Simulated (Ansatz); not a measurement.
Li₂Si: the change of energy above lowest point with volume scale

All results are calculated (Ansatz 0.2.0). Free energy against uniform scaling of the volume at fixed shape and fractions; periodic cell, basis, potentials, k mesh and filling as listed.

The cell before it is scaled or strained (space group R-3m, No. 166):
```
cell vectors (Å)
   2.1710     1.2534     6.1324
  -2.1710     1.2534     6.1324
   0.0000    -2.5068     6.1324
atoms (fractions of the cell vectors)
Li  0.35900  0.35900  0.35900
Li  0.64100  0.64100  0.64100
Li  0.79495  0.79495  0.79495
Li  0.20505  0.20505  0.20505
Si  0.06147  0.06147  0.06147
Si  0.93853  0.93853  0.93853
```

Settings of every row: functional PBEsol; dispersion none; potentials PAW; wave cutoff 420 eV; density cutoff 1680 eV; k mesh 6x6x6; k shift 0x0x0; occupations fermi dirac; smearing width 0.1 eV; spin none; SCF threshold exponent -10.

Limits: coarse k mesh, up to 40 meV an atom off; the cell comes from a prototype or a list of computed structures and needn't be the stable phase.

```csv
row,volume scale,V (Å³/atom),energy above lowest point (meV/atom)
1,0.88,14.685,29.3
2,0.92,15.352,10.7
3,0.96,16.02,?
4,1,16.687,0
5,1.04,17.355,4.8
6,1.08,18.022,14.8
7,1.12,18.69,29.1
```

Question: what energy above lowest point should row 3 give?

Worked fit of energy above lowest point. Take u = (V_r/V)^(2/3) − 1 with V_r = 17.021 Å³ an atom, which is twice the finite (Eulerian) strain; such expansions in the strain, on which the Birch-Murnaghan equation of state is built, carry the rest volume and the bulk modulus. The shown rows have u = 0.10342, 0.07122, 0.0133, -0.01287, -0.03738, -0.06046. Least squares give energy above lowest point = 1.68 − 185.82 × u + 4408.7 × u² − 290 × u³ meV/atom; a parabola predicts inner rows, each left out in turn, worse (root mean square 0.051 against 0.018 meV/atom). All shown rows lie on it to the printed digit. Its lowest point lies at u = 0.0211, or V = 16.5 Å³ an atom, and the curvature there gives the bulk modulus at fixed shape and fractions, B = (4/9)(1 + u)² E″(u)/V = 39.5 GPa. Letting shape and atoms relax would as a rule lower it, by much in layered, chain or molecular crystals. The withheld row has u = 0.04123, so the fit gives 1.68 − 185.82 × (0.04123) + 4408.7 × (0.04123)² − 290 × (0.04123)³ = 1.5 meV/atom.

The calculation gave 1.5 meV/atom. The fit meets it to the printed digit.
